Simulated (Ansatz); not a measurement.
## Ti: pressure and energy less free atoms against volume per atom

All results are calculated (Ansatz 0.2.0). Periodic Kohn-Sham DFT of a crystal at fixed atoms; pressure and stress are positive in compression; the energy is the free energy less that of spherical unpolarised free atoms; site moments are those in the method's own spheres, positive along +z.

Cell of the first row (space group Im-3m, No. 229):
```
CELL_PARAMETERS angstrom
-1.60750 1.60750 1.60750
1.60750 -1.60750 1.60750
1.60750 1.60750 -1.60750
ATOMIC_POSITIONS crystal
Ti 0.00000 0.00000 0.00000
```

Settings of every row: method all-electron LAPW; functional PBEsol; relativity scalar; k mesh 14x14x14; filling fermi-dirac; smearing width 0.05 eV; basis error target 0.25 meV/atom; nucleus gaussian.

Atom start moment: 0 on all atoms.

```
row  volume per atom (Å³)  pressure (GPa)  energy less free atoms (eV/atom)
  1                16.616          -0.498                           -7.1213
  2                16.792          -1.642                           -7.1201
  3                16.969          -2.736                           -7.1177
  4                17.323          -4.784                           -7.1093
  5                17.499               ?                                 ?
  6                17.676          -6.657                           -7.0967
  7                17.853          -7.533                           -7.0888
  8                 18.03           -8.37                           -7.0801
  9                18.383          -9.934                           -7.0598
 10                 18.56         -10.663                           -7.0485
 11                18.737         -11.358                           -7.0363
```

Question: what pressure and energy less free atoms should row 5 give?

Worked fit of pressure. Take u = (V_r/V)^(2/3) − 1 with V_r = 17.764 Å³ an atom, which is twice the finite (Eulerian) strain; such expansions in the strain, on which the Birch-Murnaghan equation of state is built, carry the rest volume and the bulk modulus. The shown rows have u = 0.04555, 0.03823, 0.03099, 0.0169, 0.00332, -0.00333, -0.00986, -0.02258, -0.0288, -0.03493. Least squares give pressure = −7.0972 + 131.938 × u + 283.42 × u² GPa; a straight line predicts inner rows, each left out in turn, worse (root mean square 0.16 against 0.0023 GPa). The rows lie off it by 0.001, -0.003, 0.000, 0.003, -0.001, 0.000, 0.001, -0.002, -0.001, 0.002. The withheld row has u = 0.01007, so the fit gives −7.0972 + 131.938 × (0.01007) + 283.42 × (0.01007)² = -5.740 GPa.

The calculation gave -5.741 GPa. The fit lies 0.001 GPa (0.0092 % of the column's range) above it, one unit of the last digit.

Worked fit of energy less free atoms. Take u = (V_r/V)^(2/3) − 1 with V_r = 17.764 Å³ an atom, which is twice the finite (Eulerian) strain; such expansions in the strain, on which the Birch-Murnaghan equation of state is built, carry the rest volume and the bulk modulus. The shown rows have u = 0.04555, 0.03823, 0.03099, 0.0169, 0.00332, -0.00333, -0.00986, -0.02258, -0.0288, -0.03493. Least squares give energy less free atoms = −7.09288 − 1.1857 × u + 12.374 × u² eV/atom; a straight line predicts inner rows, each left out in turn, worse (root mean square 0.007 against 7.1e-05 eV/atom). The rows lie off it by -0.0001, 0.0000, 0.0000, 0.0001, 0.0000, 0.0000, -0.0001, 0.0000, 0.0000, 0.0001. The withheld row has u = 0.01007, so the fit gives −7.09288 − 1.1857 × (0.01007) + 12.374 × (0.01007)² = -7.1036 eV/atom.

The calculation gave -7.1035 eV/atom. The fit lies 0.0001 eV/atom (0.12 % of the column's range) below it, one unit of the last digit.
